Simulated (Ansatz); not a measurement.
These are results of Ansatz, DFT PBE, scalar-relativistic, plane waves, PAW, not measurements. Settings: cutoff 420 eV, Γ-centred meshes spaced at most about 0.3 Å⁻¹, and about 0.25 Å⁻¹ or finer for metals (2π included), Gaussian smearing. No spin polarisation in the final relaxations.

These are static total energies at zero pressure.

Compare these two cells of Ge3Cl, each relaxed at this level.

A.

```
CELL_PARAMETERS angstrom
0.00000 3.40642 3.40642
3.40642 0.00000 3.40642
3.40642 3.40642 0.00000
ATOMIC_POSITIONS crystal
Ge 0.50000 0.50000 0.50000
Ge 0.25000 0.25000 0.25000
Ge 0.75000 0.75000 0.75000
Cl 0.00000 0.00000 0.00000
```

B.

```
CELL_PARAMETERS angstrom
7.63793 0.00000 0.00000
-3.81896 6.61464 0.00000
0.00000 0.00000 3.70844
ATOMIC_POSITIONS crystal
Ge 0.29027 0.14513 0.75000
Ge 0.85487 0.14513 0.75000
Ge 0.85487 0.70973 0.75000
Ge 0.70973 0.85487 0.25000
Ge 0.14513 0.85487 0.25000
Ge 0.14513 0.29027 0.25000
Cl 0.66667 0.33333 0.25000
Cl 0.33333 0.66667 0.75000
```

Question: Which is lower in energy, and by how much?

Answer: B is lower, by 75 meV/atom. A has the BiF3 (D0_3) type, space group Fm-3m (No. 225), 19.8 Å³/atom and no gap on its mesh; B has space group P6_3/mmc (No. 194), 23.4 Å³/atom and no gap. Counting Ge atoms around Cl (those within 1.25 times the shortest such distance or 1.15 times the sum of covalent radii; a plus sign parts nearer from farther groups; the shortest distance is added where it is long for a bond), A has Cl 8+6 from 3.0 Å and B has Cl 6+6 from 3.1 Å. The lower one is the more open, so pressure narrows the difference. Even the lower one lies +0.12 eV/atom against the reference forms of the elements (uncorrected), a margin that errors in the energy of the gaseous reference can exceed. In A, Ge on a site of symmetry m-3m has 8 Ge at 2.95 Å and 6 Cl at 3.41 Å; Ge on a site of symmetry -43m is surrounded by 4 Cl at 2.95 Å, 4 Ge at 2.95 Å and 6 Ge at 3.41 Å; Cl is surrounded by 8 Ge at 2.95 Å and 6 Ge at 3.41 Å. In B, around Ge lie 4 Ge at 2.67 Å, 2 Cl at 3.10 Å, 2 Ge at 3.33 Å, 2 Ge at 3.71 Å and 2 Cl at 3.83 Å; around Cl lie 6 Ge at 3.10 Å, 2 Cl at 3.71 Å and 6 Ge at 3.83 Å. Both come from invented guesses.

In Fm-3m an odd number of electrons in the primitive cell allows no gap without spin; a larger cell or a magnetic state could open one. Cells relaxed within their symmetry can be saddle points.

B's advantage of 75 meV/atom probably comes from Ge–Ge bonding. Its shortest Ge–Ge contacts contract to 2.67 Å from 2.95 Å in A, while the nearest Ge–Cl contacts lengthen. Germanium gains more from directional overlap of its p orbitals than from the dense, nearly isotropic packing of A, which suits metals better than a covalent element. Even in B, these Ge–Ge contacts are stretched compared with the bond in elemental germanium.

Neither cell contains a normal Ge–Cl bond: at 2.95 and 3.10 Å, the nearest contacts are far longer than those in molecular germanium chlorides. Chlorine sits in high-coordination sites instead of binding terminally to one germanium or bridging a few.

The missing gap in B is also no sign of intrinsic metallicity. The screw axis joins bands in pairs, and the odd electron count per formula unit leaves one pair half filled. The ordering says nothing about stability against separation into germanium and its known chlorides.
